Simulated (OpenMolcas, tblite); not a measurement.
A ladder of methods for Si2H5Cl (SMILES [SiH3][SiH2]Cl)

Si2H5Cl has 8 atoms, charge 0, and is taken as a singlet. SMILES: `[SiH3][SiH2]Cl`. The coordinates come from a PBE0-D4/def2-TZVP relaxation.

Each level gives the HOMO–LUMO gap (eV). The values are calculated.

| level | kind | program | value (eV) |
| --- | --- | --- | --- |
| GFN1-xTB | semi-empirical | tblite | 4.35 |
| HF/cc-pVDZ | Hartree–Fock | OpenMolcas | 13.98 |
| SVWN5/cc-pVDZ | LDA | OpenMolcas | 5.60 |
| PBE/cc-pVDZ | GGA | OpenMolcas | 5.75 |
| r2SCAN/cc-pVDZ | meta-GGA | OpenMolcas | 6.32 |
| BHLYP/cc-pVDZ | global hybrid | OpenMolcas | 9.90 |
| PBE0/cc-pVDZ | global hybrid | OpenMolcas | 7.81 |
| B2PLYP/cc-pVDZ | double hybrid | OpenMolcas | 10.14 |

The values span 4.35 to 13.98 eV. Orbital gaps aren't excitation energies, and those of double hybrids come from the SCF part alone; they tend to grow with the share of exact exchange.

Among the density functionals, the gap rises only modestly from SVWN5 (5.60 eV) through PBE to r2SCAN (6.32 eV), then widens strongly through PBE0, BHLYP and B2PLYP; Hartree–Fock lies well above them all at 13.98 eV. The main reason is probably that nonlocal exchange stabilises occupied orbitals, while the empty ones feel the repulsion of all the electrons without a matching exchange attraction.

A sizeable gap fits a saturated molecule with no π system. From general bonding knowledge, the HOMO should be mainly the Si–Si σ bond, with some chlorine lone-pair admixture, and the LUMO should have Si–Si and Si–Cl σ* character, though no orbital analysis is given to confirm this. The spread therefore reflects how each method places the frontier levels, not a change in bonding, and the ladder alone doesn't identify the most accurate value. Nor does it show how far the larger gaps depend on the basis, whose lack of diffuse functions can push a weakly bound or unbound LUMO too high.
